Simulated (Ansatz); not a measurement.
**Abstraction of H: C2H7GaO + CH5SSn → C2H6GaO + CH6SSn**

Species: C2H7GaO `C[O][GaH][CH3]`, singlet; CH5SSn `C[S][SnH2]`, doublet; C2H6GaO `C[O][Ga][CH3]`, doublet; CH6SSn `C[S][SnH3]`, singlet. A radical takes H: the energy is the difference in strength between the Ga–H bond broken and the Sn–H bond made.

Shapes, held fixed at every level: PBE0-D4/def2-TZVP. Flexible molecules stand in one conformer, not always the lowest. Programs: Ansatz 0.2.0. The zero-point and thermal change to 298 K, harmonic and unscaled (PBE0-D4/def2-TZVP), is +1.1 kJ/mol.

```tsv
level	kind	ΔH(298 K) (kJ/mol)	less CCSD(T)/def2-TZVPP
MP2/def2-SVP	perturbation theory	+29.2	+0.5
MP2/def2-TZVPP	perturbation theory	+28.6	-0.1
HF/def2-SVP	Hartree–Fock	+23.3	-5.4
r2SCAN-D4/def2-TZVPP	meta-GGA	+31.7	+3.0
r2SCAN0-D4/def2-TZVPP	global hybrid	+30.7	+2.0
wB97M-V/def2-TZVPP	range-separated hybrid	+29.0	+0.3
wB97X-V/def2-TZVPP	range-separated hybrid	+28.0	-0.7
CCSD(T)/def2-TZVPP	coupled cluster or CI	+28.7	0.0
```

The highest level, CCSD(T)/def2-TZVPP, gives ΔH(298 K) = +28.7 kJ/mol; the levels span +23.3 to +31.7. The column of differences is taken from that level and isn't an error. No measured value is set beside it here. Open shells run unrestricted. For atoms past krypton def2 sets carry core potentials with scalar relativity. Relativity is left out for Ga. Outer-core shells of Ga, Sn are correlated in most correlated rows, in sets that cover them unevenly.

Hydrogen transfer from gallium to tin is endothermic at every level, with +28.7 kJ/mol from coupled cluster, so the Ga–H bond in this methoxy-substituted gallane is stronger than the Sn–H bond in the thiolato-stannane. The vibrational and thermal contribution is only +1.1 kJ/mol, which makes the preference essentially electronic. A likely reason is the more diffuse valence shell of tin, whose 5s and 5p orbitals overlap less well with hydrogen 1s than the 4s and 4p orbitals of gallium. The different oxidation states and substituents also affect the stability of the two radicals, and a single reaction can't separate these influences.

One X–H bond is exchanged for another and the number of unpaired electrons is conserved, so much of the correlation error cancels. This probably explains why even Hartree–Fock gets the sign right, though it gives the smallest endothermicity. In the reverse direction, the gallium-centred radical is thermodynamically able to take hydrogen from the stannane, but how fast it would do so depends on a barrier not computed here.
